Squeezing Ta₄O along one cell edge meets a resistance that grows steadily, while stretching it meets one that fades. From the most compressed interval of the table to the most stretched one, the mean slope of stress against strain drops by a factor of about 3.5. With the sides of the cell held fixed, the volume has to change along with the edge, and in this crystal most of the stress is the average pressure that goes with that change. The fading in tension has a second source, however: in the last step the crystal almost stops building up further resistance to its change of shape.

Ta₄O (P4/mmm, a = 3.255 Å, c = 7.395 Å) is strained along one a edge, with the other edges and the fractional coordinates fixed. The runs use Ansatz 0.2.0 with scalar-relativistic PBE, PAW, a 420 eV plane-wave cutoff, no spin polarisation, a 14×14×8 k mesh and 0.15 eV Gaussian smearing. Free energies are relative to the unstrained cell; pressure is positive in compression.

| strain | energy change (meV/atom) | tensile stress along pattern (GPa) | pressure (GPa) |
| --- | --- | --- | --- |
| -0.15 | 422.4 | -64.17 | 50.66 |
| -0.075 | 95.5 | -27.72 | 19.68 |
| 0 | 0.0 | -0.09 | 0.10 |
| 0.0375 | 17.8 | 9.33 | -6.70 |
| 0.1125 | 130.1 | 19.79 | -16.41 |

## What happens

The strain $\varepsilon$ is the fractional change in length of one of the two short edges, negative when the edge is squeezed. The tensile stress along the pattern, written $\sigma$ here, is positive when the crystal pulls back against stretching. The pressure $P$ is positive in compression and is minus the average of the stresses along the three axes.

At a strain of −0.075 the crystal pushes back with 27.7 GPa. At 0.1125, a strain half as large again, it pulls back with only 19.8 GPa. The strains are unevenly spaced and do not come in mirrored pairs, so the slopes between neighbouring rows give the clearest view. From the most compressed interval to the most stretched they are 486, 368, 251 and 139 GPa per unit strain.

The energy follows the same bend. For a perfect spring, the energy change divided by the squared strain would be a constant. Here it falls from 18.8 eV per atom at −0.15 to 10.3 eV per atom at 0.1125. One parabola therefore cannot describe both sides.

Energy and stress are two views of one curve. The side area is held, so the area under the stress curve, multiplied by the initial volume, is the work done on the crystal. Joining the stresses by straight lines reproduces each energy step to within 3 to 7 % of its size. The small misses have the sense that the bend of the curve demands: too much work in compression and too little in tension.

## Why the volume matters so much

When one edge is stretched and the other two are held, the volume grows by the same fraction as the edge. The stress along the edge can then be split exactly into two parts,

$$\sigma = -P + S .$$

The first part, $-P$, is the average tension. The remainder, $S$, is the shape part: the amount by which the stress along the strained edge exceeds that average. It is found by adding the two printed columns, tensile stress and pressure.

A liquid in a rigid cylinder under a piston is a useful simpler system. A liquid at rest has no shape part, so the pressure supplies the whole stress on the piston. In Ta₄O the pressure supplies between 71 and 83 % of the stress in the strained rows. The likeness ends with the remainder, which a solid can carry and a resting liquid cannot.

A bar with free sides behaves very differently. Its side stresses are zero, so the average tension is only one third of the stress along the bar. In the present cell the held sides carry a large load of their own, on average about 44 GPa of compression at a strain of −0.15. That load is the price of preventing the crystal from bulging sideways, and it is why the curve looks so much like a compression curve.

The bend of such a curve is standard physics of condensed matter. When atoms are pushed together, their electron clouds overlap and the electrons are confined to less space, so repulsion and kinetic energy rise steeply. When atoms are drawn apart, the repulsion dies away quickly and leaves the bonding attraction, which weakens more gently. The resistance to a change of volume therefore grows in compression and shrinks in tension.

The geometry shows how close the approach becomes. The strained edge is also the distance between a tantalum atom and its next copy along that direction, and it shrinks from 3.26 to 2.77 Å at the strongest compression. The four oxygen–tantalum contacts across the plane shorten from 2.30 to 2.14 Å. The slanting contacts between neighbouring tantalum layers shorten as well. All of these can add to the repulsion, but the table has no oxygen-free cell from which to tell their shares.

## How far volume alone goes

A simple estimate shows whether the change of volume can account for the bend in the pressure. Let $B$ be the resistance to a change of volume and $B_0$ its value at zero strain. For many solids $B$ grows by roughly 4 GPa for each GPa of pressure, so that

$$B = B_0 + 4P .$$

With $B=-V\,dP/dV$ and a volume $V$ proportional to $1+\varepsilon$, this integrates to

$$P = \frac{B_0}{4}\left[(1+\varepsilon)^{-4}-1\right].$$

The factor 4 is a typical value and was not adjusted to this crystal. The starting stiffness comes from the three inner rows. The pressure changes at a rate of 261 GPa per unit strain just below zero and 181 GPa just above. Assigning each rate to the middle of its interval and interpolating to zero strain gives $B_0 = 208$ GPa. Strictly this is the pressure slope for strain along one edge with clamped atoms, which equals the bulk modulus only in a cubic crystal.

At a strain of −0.15 the bracket is $0.85^{-4}-1 = 0.916$. Multiplied by $208/4 = 52$ GPa, it gives a pressure of 47.6 GPa. The calculation gives 50.7 GPa, so the estimate is 6 % below the computed value. A straight line with the same initial slope would give only $208\times0.15 = 31$ GPa.

At the other end, a strain of 0.1125, the estimate gives a pressure of −18.0 GPa against a computed −16.4 GPa, which is 10 % too strong. The two outer rows played no part in finding $B_0$, so they do test the predicted bend. Both misses mean that the true curve bends somewhat more than the estimate. For this path the factor 4 is too low: the two inner rates differ by 80 GPa over 0.056 of strain, a bend that corresponds to a factor nearer 6. That may be a property of the crystal under pure compression, or the change of shape may itself alter the pressure; this scan cannot separate the two.

## Why the last stretch is so soft

Volume explains most of the stress, but it does not explain all of the softening. The shape part has a pattern of its own. Its slope is 73 GPa per unit strain in the most compressed interval, 107 GPa just below zero, 70 GPa just above, and only 10 GPa in the last interval. The shape part of the stress thus changes fastest under mild compression and more slowly on either side.

In compression this works against the stiffening. Going from the inner to the outer compressed interval, the slope of the pressure part rises by $413-261=152$ GPa, while that of the shape part falls by $107-73=34$ GPa. The total still rises strongly because the volume term wins.

In tension the two parts soften together. From the first stretched interval to the second, the total slope drops by $251-139=112$ GPa. The shape part accounts for $70-10=60$ GPa of that drop, slightly more than half. The part that carries the smaller share of the stress thus takes the larger share of its late softening. The two parts are not independent, because the pressure contains one third of the stress along the edge. The slope of the mean side stress falls only from 146 to 124 GPa, against the drop of 112 GPa along the edge, so the late softening happens mainly in the stretched direction.

Why the shape part flattens is less certain. Some fading is expected, because longer and weaker bonds should also resist a change of shape less. A familiar picture from body-centred cubic metals points the same way. Stretched along one cube edge with the other two kept equal, such a metal approaches a face-centred cubic arrangement, where symmetry makes the shape stress vanish, so the shape part must peak on the way. The tantalum atoms here form a distorted body-centred arrangement, and oxygen spreads only half of it. The two tantalum atoms above and below the oxygen are 4.18 Å apart, while the oxygen-free slab between them and their next copies is 3.21 Å thick and almost cubic. At the largest stretch that slab has edges of 3.62, 3.26 and 3.21 Å, one long and two short, which is the start of the path to the face-centred arrangement. This is a likely source of the flattening, but the scan does not show it, and the half of the cell that holds the oxygen does not follow that path. The weaker slope in strong compression is not explained by longer bonds, and its cause remains open.

## What to do about it

The slope at zero strain, interpolated from the two neighbouring intervals in the same way as $B_0$, is 290 GPa. It is an elastic constant for held sides and for atoms that keep their relative positions in the cell. It suits small strains under those conditions. It is not Young's modulus, which describes a bar whose sides are free.

Used as a constant stiffness, it soon misleads. At a strain of −0.15 it predicts $290\times0.15=44$ GPa of compression, about a third less than the computed 64 GPa. At 0.1125 it predicts $290\times0.1125=33$ GPa of tension, about 65 % more than the computed 20 GPa. Even in the two inner strained rows it is about a fifth too low in compression and about a sixth too high in tension.

Anyone who needs the stress of the perfect crystal at strains of several per cent should therefore use the curve, with its sign, instead of one modulus. A real piece of metal can yield or crack well before it reaches such stresses. The first thing to settle is whether the sides are held. If they are, the change of volume dominates and squeezing is the stiffer direction. If they are free, much of the pressure part is relieved, and these stresses should not be carried over.

Clamping the atoms also biases the energies and stresses, probably most in compression. Two of the tantalum atoms are left with a force along the long axis, 1.2 eV/Å each at a strain of −0.15 but only 0.17 eV/Å at 0.1125. Letting them move would lower the energy, probably by more on the compressed side, and so would take away some of the asymmetry. The amount was not computed, and the pressure estimate cannot supply it, because it was compared only with pressures for clamped atoms.

Nor does the table give a breaking strength. The stress is highest in the last row, and the trend of the slopes suggests that it is still rising there, so its maximum probably lies at a larger stretch. The shape part, by contrast, gains so little over the whole last interval that it has probably peaked within it. The open question is whether its further fall brings the maximum of the total stress close. A few more rows at larger stretch would answer it, and the same scan without oxygen would show whether the flattening belongs to the tantalum lattice or to the oxygen within it.
